Hexagonal cobalt is a ferromagnet, so its spin-up and spin-down electrons have different bands. Each row below is one band that crosses the Fermi level, and so one sheet of the Fermi surface. Sheet dos is the number of states which that sheet offers at the Fermi level, and filled share is the part of the band that is occupied. Mean speed is the average slope of the band on the sheet, and bottom and top are the limits of the whole band, counted from the Fermi level.

Ansatz 0.2.0, scalar-relativistic DFT with PBE, collinear spins, plane waves and PAW, for hexagonal Co (2 atoms per cell, geometry not relaxed). The cutoff is 420 eV and the Gaussian smearing 0.05 eV; the density was converged on an 18x18x10 k mesh, and the bands were evaluated on a 30x30x16 mesh. Band bottoms and tops are relative to the Fermi level.

```tsv
row	sheet dos (states/eV/cell)	sheet spin	sheet band	sheet filled share	sheet mean speed (1e5 m/s)	sheet bottom (eV)	sheet top (eV)
1	0.201	up	19	0.526	7.950	-1.158	5.541
2	0.110	up	20	0.096	7.750	-1.158	7.558
3	0.239	down	15	0.951	3.326	-0.979	0.652
4	0.766	down	16	0.323	2.397	-0.979	1.194
5	0.236	down	17	0.062	2.506	-0.361	1.318
6	0.198	down	18	0.043	2.367	-0.281	1.364
```

### Rows 1 and 2: why are these electrons so fast?

An electron's speed is the slope of its band: how quickly the energy changes as one moves through the Brillouin zone. These two bands span 6.7 and 8.7 eV, while no band in the other four rows spans much more than 2 eV. A wide band must climb steeply somewhere, and here it does so at the Fermi level. The usual chemistry of cobalt supplies the reason. The outer 4s and 4p orbitals reach far over the neighbouring atoms, and strong overlap makes wide bands. Some character of the more compact 3d orbitals should remain on these sheets, because the full up d bands end only about half an electronvolt below. Such mixing slows the electrons, and it should fade higher up. Between 0.25 eV below the Fermi level and 0.25 eV above it, the mean speed in band 19 does rise from 6.8 to 8.8 in the table's unit. This agrees with the picture but does not prove it: the orbital character was not computed, and the down sheets speed up by a similar or larger factor over the same window (band 16 from 2.1 to 2.7).

### Rows 3 to 6: why are the spin-down electrons slower?

The compact 3d orbitals overlap weakly and form narrow, flat bands. Exchange lowers these bands for spin up and raises them for spin down. Band 18 shows the shift: its top lies 1.9 eV higher for down than for up, which carries it from below the Fermi level to above it. The up d states are therefore nearly all full, and only for the down electrons does the Fermi level run through narrow bands, as expected of d states. They are slow on average, not everywhere: parts of row 3 reach 6.3. Functionals such as PBE tend to give a larger shift than photoemission finds (not tested here), so the measured one is expected to be smaller.

### Row 4: why does one sheet hold so many states?

The density of states of a sheet is proportional to its area divided by its speed. A steep band passes quickly through a small energy window and leaves few states in it; a flat band lingers there. Rows 1 and 4 have similar areas, 26% and 30% of the whole surface. Row 4 is more than three times slower, however, and so holds nearly four times as many states.

### Rows 5 and 6: may nearly empty bands be ignored?

Together these bands hold only about a tenth of an electron per cell, yet they supply a quarter of the states at the Fermi level. Filling measures the volume of a pocket, whereas the density of states depends on its skin. A small pocket has much skin for its volume, and here the electrons on it are also slow. Row 2 makes a useful comparison: its band is filled to about the same tenth, but its electrons are fast, and it supplies only 6% of the states.

### All rows: which digits can be trusted?

The filled shares can be tested by counting electrons. Below the sheets lie 18 full up bands and 14 full down bands. With the partly filled ones added, the cell holds 18.62 up and 15.38 down electrons, a moment of 3.24 Bohr magnetons. The calculation's own moment is 3.22. A gap of this size is what a change of k mesh can cause, since the Fermi level moved by 0.02 eV between the two meshes used. The moment is thus good to about two figures as far as the mesh is concerned. The sheet dos is more fragile where it changes fast with energy: row 3 falls from 0.239 at the Fermi level to 0.07 at 0.25 eV above it, so a shift of 0.02 eV already touches its second digit.

The number of sheets is less secure than it looks. Two more spin-down bands end only about 0.02 eV below the Fermi level, so a slight shift would turn six sheets into eight. Spin-orbit coupling, which is left out here, moves levels by some hundredths of an electronvolt (the usual size in 3d metals, not computed here) and could decide the matter. The cell is also slightly larger than PBE would choose, which narrows the bands a little.

### Which spin carries the current?

Spin-down electrons hold 82% of the states at the Fermi level, which seems to settle the question. But speed enters the current twice. A fast electron gains more energy from the field in a given time, and it also carries its charge further. With the same time between collisions for all electrons, a sheet contributes in proportion to $N v^2$, where $N$ is its sheet dos and $v$ its mean speed.

For the two up rows this gives

$$0.201\times 7.950^2+0.110\times 7.750^2\approx 19.3,$$

and the four down rows, summed in the same way, give 9.6. With equal collision times, the spin with fewer than a fifth of the states thus carries two thirds of the current. Row 1 alone carries more than all the down sheets together.

The same sum can be held against the Drude weight $D$, which measures how readily the electrons of a metal accelerate in a field:

$$D=\frac{4\pi e^2}{3V}\sum N(\hbar v)^2\approx\frac{4\pi\times 14.4\times 0.658^2\times 28.9}{3\times 22.2}\approx 34\ \text{eV}^2 .$$

Here $V$ is the cell volume in Å$^3$, $e^2$ is 14.4 eV Å, and 0.658 eV Å is $\hbar$ times the table's unit of speed. The calculation's own value, averaged over directions, is also 34 eV$^2$. The formula uses all six rows and has no adjustable constant; the output after the text lists the share of each sheet. The match is closer than the method deserves. Squaring a mean speed drops the spread of speeds within a sheet, which by itself would make the sum too small, so another small numerical error must offset it. The match confirms that the sheets add up, but it does not test the assumption of equal collision times.

To draw level, the down electrons would need twice as long between collisions as the up electrons. Equal free paths would more than do it: each sheet would then count by its area, and the up sheets have only 40% of it. Theory points the other way. If a collision keeps the spin, a down electron finds many more states to scatter into, so it should collide more often. The spin balance of the states is therefore a poor guide to the spin balance of the current in cobalt.

### What would change if some cobalt were replaced by nickel?

Nickel brings one more electron per atom. The simplest picture keeps the bands fixed and raises the Fermi level. In the calculated bands, a rise of 0.25 eV adds 0.44 electrons per cell, and 83% of them are spin-down, because that is where the states are. The moment then falls by about 0.7 Bohr magnetons per added electron. In a real alloy the exchange shift shrinks along with the moment, which moves further electrons from up to down, so the fall should be steeper than fixed bands suggest.

Printed output of the fit:

```
Shares of each sheet:
  row  DOS %  area %  current %  band width eV
    1  11.49   26.02      43.89          6.699
    2  6.286   13.88      22.82          8.716
    3  13.66   12.94      9.134          1.631
    4  43.77    29.9       15.2          2.173
    5  13.49    9.63       5.12          1.679
    6  11.31   7.631      3.832          1.645
Sum of the six sheet DOS (states/eV/cell): 1.75
Spin-down share of the DOS (%): 82.23
Spin-up share of the Fermi surface area (%): 39.9
Spin-up share of the current at equal scattering times (%): 66.71
Up current over down current at equal scattering times: 2.004
Slowest up speed over fastest down speed: 2.33
Row 1 over row 6, speed: 3.359
Row 1 over row 6, area: 3.41
Rows 5 and 6 together, filled share of a band: 0.105
Rows 5 and 6 together, share of the DOS (%): 24.8
Band 18, down top less up top (eV): 1.921
Up electrons per cell by counting: 18.62
Down electrons per cell by counting: 15.38
Moment per cell by counting (muB): 3.243
Counted moment less cell moment (muB): 0.0247
Moment change that a 0.0198 eV Fermi shift can make (muB): 0.02233
Drude weight from the six sheets (eV^2): 34.13
Drude weight of the calculation, mean of directions (eV^2): 34.04
Miss of the sheet estimate (%): 0.2686
Electrons added per cell by a rigid rise of 0.25 eV: 0.4444
Spin-down share of the added electrons (%): 82.94
Moment change per added electron, rigid bands (muB): -0.6589
```
